## One step beyond the compressed cells of SnSe2

Six cells of tin diselenide have a known energy and pressure, and a seventh, slightly larger, has both withheld. The question is how far the six determine the seventh. The same problem arises whenever a compression curve must be carried a little past its last point, for instance to find the volume at which a crystal rests without load. The answer depends on how the stiffness of the crystal changes along the way.

SnSe2 in Ansatz 0.2.0: all-electron, scalar-relativistic LAPW with PBEsol and D4 dispersion, collinear spins, total moment fixed at 1 Bohr magneton per cell, an 8×8×5 k mesh and tetrahedron occupations. The given cell is scaled with its shape and fractional coordinates fixed, and energies are counted from the minimum of the equation-of-state fit.

| volume (Å³/atom) | energy (meV/atom) | pressure (GPa) |
| --- | --- | --- |
| 24.18 | 76.78 | 9.050 |
| 24.70 | 50.86 | 7.080 |
| 25.21 | 30.95 | 5.310 |
| 25.73 | 16.44 | 3.720 |
| 26.24 | 6.76 | 2.300 |
| 26.76 | 1.44 | 1.020 |
| 27.27 | ? | ? |

### The state described

The calculation holds the cell at a magnetic moment of 1 Bohr magneton. SnSe2 has an even number of electrons and is normally a nonmagnetic semiconductor, so the imposed moment leaves partly filled bands in both spin directions. The series therefore describes a forced metallic state. The program warns that no stability check was made, and a magnetic run keeps the state that its start led to, so a lower state with the same moment cannot be ruled out. It is a consistent set of points for studying an energy curve, but its equilibrium volume and modulus are not those of the ordinary material.

### Why the crystal softens as it expands

Pressure is the negative slope of energy against volume. In the known rows, the energy differences reproduce the average of the two end pressures of each step to within about 0.005 GPa. That agreement is a little flattering. The pressure falls less and less steeply as the cell grows, so such an average should lie slightly above the true mean. Allowing for this leaves the listed pressures roughly 0.01 to 0.02 GPa below the energy slope. The program warns that its tetrahedron derivatives may cause a mismatch of this kind. It is too small to affect the trend in stiffness, and the two columns describe nearly the same curve.

The useful quantity is the stiffness $K=-\Delta P/\Delta\ln V$, the pressure change for a given relative change in volume $V$. It is 94 GPa between the two smallest cells and 66 GPa between the two largest known ones, and it falls at every step between. Each step is 2 % of the given cell, the one at 25.73 Å³/atom, and multiplies the stiffness by about 0.92. Put simply, the crystal loses roughly 4 % of its stiffness for each 1 % of added volume.

Two limiting cases explain the direction. When atoms are pushed together, their filled shells overlap and the Pauli repulsion rises steeply, so the energy curve bends sharply upward. When they are pulled far apart, the energy must level off at that of separate atoms, so the curve must flatten. The region near the minimum joins these two limits, and there the curve is steeper on the compressed side than on the expanded side.

A parabola has the same curvature everywhere and misses this lopsidedness. It suits small excursions about a known minimum, but here the minimum has to be found from one side. Fitted to strongly compressed cells, a parabola carries too much of their curvature outward and turns upward too early.

### An estimate by hand

The simplest remedy is to let the stiffness fall once more by its average factor. That factor comes from the first and last steps between known rows, and the withheld results play no part in it. The next stiffness is $65.9\times0.916=60.4$ GPa. With the logarithmic volume step $\ln(1.06/1.04)=0.0190$, the pressure becomes

$$P\approx1.02-60.4\times0.0190=-0.13\ \mathrm{GPa}.$$

The energy follows from the work done over the step. The mean pressure is $(1.02-0.13)/2=0.445$ GPa and the volume grows by $0.02\times25.73=0.515$ Å³/atom. With $c$ as the factor that converts GPa Å³ to meV,

$$E\approx1.44-0.445\times0.515\,c=0.01\ \mathrm{meV/atom}.$$

### The forecasts

The qualitative forecast is a slightly negative pressure, which places the minimum between the last known cell and the withheld one. The energy should be lower than at 26.76 Å³/atom and close to zero. The parabola should place the minimum at too small a volume and give too high an energy. The calculation's own equilibrium volume was known when these forecasts were made; the fits do not use it, but the forecasts are not blind to it.

For the energy, a third-order Birch-Murnaghan curve was fitted to the six known rows. It is a cubic polynomial in $V^{-2/3}$, a variable that changes faster under compression than under expansion and so suits a lopsided curve. Its value is 0.03 meV/atom, with a margin of 0.2 meV/atom set by judgement. The forecast range is −0.17 to 0.23 meV/atom, while the parabola gives 2.2 meV/atom.

For the pressure, the matching Birch-Murnaghan form was fitted separately, and this fit broke down. It returned zero for each coefficient, although the known pressures run from 9.05 down to 1.02 GPa. Even the first term of the form alone, with a suitable positive coefficient, would have come closer, so the fault is numerical and tells us nothing about the crystal. With its margin of 0.06 GPa, the formal forecast is −0.06 to 0.06 GPa, and it has to be judged as it stands. The hand estimate of −0.13 GPa lies outside that range and had no margin of its own.

### The computed values

The withheld rows as computed:

| volume (Å³/atom) | energy (meV/atom) | pressure (GPa) |
| --- | --- | --- |
| 27.27 | 0.02 | -0.130 |

The energy forecast holds. The computed 0.02 meV/atom lies well inside the range, and the unrounded Birch-Murnaghan value differs from it by only about 0.005 meV/atom. The margin was much wider than this smooth curve required. The stated basis error of the calculation, 0.5 meV/atom, is larger still. Much of it should be common to all the cells and cancel, but the close match shows how smooth the computed curve is, not how accurate its energies are. The parabola misses by about 2.2 meV/atom, more than the whole energy of the last known cell above the minimum.

The formal pressure forecast fails. The computed pressure is −0.13 GPa, outside the range of −0.06 to 0.06 GPa, and the cause is the broken fit. The qualitative forecast of a small negative pressure is right, and the hand estimate agrees to the printed digits. This does not rank the two methods, because the Birch-Murnaghan form was never properly fitted to the pressures.

### What the energy fit says about the pressure

The energy fit also locates the minimum, at 27.21 Å³/atom, and gives a bulk modulus of 58.5 GPa there. The withheld cell is only 0.06 Å³/atom larger. Close to the minimum the modulus is nearly constant, so the pressure can be recovered from the energy fit alone:

$$P\approx-58.5\times\frac{0.06}{27.21}=-0.13\ \mathrm{GPa}.$$

This check was made after the reveal and does not turn the failed forecast into a success. It does show that the six energies contained the pressure.

It also shows which quantity tests the curve more sharply. Near the minimum the pressure grows in proportion to the distance from it, whereas the energy grows with the square of that distance. A small error in the position of the minimum therefore shows in the pressure long before it shows in the energy. Because energies are counted from the fitted minimum, a value near zero was also to some extent a matter of definition.

The position of the minimum separates the two energy curves clearly. The parabola puts it at 26.97 Å³/atom, about 0.24 Å³/atom too low, as the argument from lopsidedness requires. The Birch-Murnaghan curve through six rows comes within 0.004 Å³/atom of the calculation's own equilibrium volume. That volume comes from a fit to the same series, so the agreement is partly built in. The energy and pressure computed for the withheld cell are the better support for the shape of the curve. The repulsion that explains the shape is argued from theory and is not isolated by the fit.

### What carries over to the real material

The equilibrium volume is 5.77 % above that of the given cell. It would be wrong to read this as the error of the density functional. The imposed moment moves electrons from filled valence states, mainly Se 4p, into antibonding states of Sn 5s and Se 4p, which may weaken the Sn–Se bonds and enlarge the cell. How much of the expansion this explains is untested, and a run with zero moment would settle it. The lattice is also static, without thermal or zero-point motion, and the k mesh and cutoffs are usual working choices, not converged limits.

The modulus has a limit of its own, because the shape of the cell and the relative positions of the atoms are fixed. The strong bonds within a layer and the weak contacts between layers must then shrink in the same proportion. If the shape were left free, the soft gaps between layers would take up most of the first compression. The crystal would start softer and stiffen faster as the gaps closed, so a parabola would serve even worse there.

For practical use, the minimum should be enclosed by several cells on both sides. Here only the withheld cell lies beyond it, and barely so. The fitted minimum is inside the scan, but only about 0.06 Å³/atom short of its last volume. The notes supplied with the data carry a caution about fits that disagree with the pressures or minima at the end of a scan; it comes from the data makers' tests on other systems, not from these runs. The mismatch between energy slopes and pressures is small, but the minimum lies so near the end of the scan that the modulus is less secure than the smooth fit suggests. The analysis printed below gives the fits and both forecast ranges, including the pressure fit that failed.

Printed output of the fit:

```
stiffness between the two smallest volumes, GPa: 93.57
stiffness between the two largest known volumes, GPa: 65.92
average factor of stiffness per volume step: 0.9161
largest gap between energy slope and mean pressure in known rows, GPa: 0.005039
hand estimate of withheld pressure, GPa: -0.1303
hand estimate of withheld energy, meV/atom: 0.01124
fit of energy on 6 rows: constant 16.44 +/- 0.0024, coefficient of w 900.6 +/- 0.15, coefficient of w**2 12478 +/- 5.3, coefficient of w**3 3849 +/- 176; rms 0.00205, worst 25.73 -0.00364, leave-one-out rms 0.00829
  rows outside the fit (model, value, miss): 27.27 0.02505, 0.02, 0.00505
fit of pressure on 6 rows: coefficient of s 0 +/- 0, coefficient of s*w 0 +/- 0, coefficient of s*w**2 0 +/- 0; rms 5.48, worst 24.18 -9.05, leave-one-out rms 5.48
  rows outside the fit (model, value, miss): 27.27 0, -0.13, 0.13
fit of energy on 6 rows: constant 16.21 +/- 0.26, coefficient of t -619.4 +/- 6.2, coefficient of t**2 6425 +/- 175; rms 0.303, worst 24.7 0.401, leave-one-out rms 0.972
  rows outside the fit (model, value, miss): 27.27 2.174, 0.02, 2.15
energy forecast, lower end, meV/atom: -0.1749
energy forecast, upper end, meV/atom: 0.2251
pressure forecast, lower end, GPa: -0.06
pressure forecast, upper end, GPa: 0.06
volume of minimum from six energies, Birch-Murnaghan, angstrom^3/atom: 27.21
bulk modulus from six energies, Birch-Murnaghan, GPa: 58.53
volume of minimum from six energies, parabola, angstrom^3/atom: 26.97
six-row minimum less quoted equilibrium volume, angstrom^3/atom: 0.003717
```
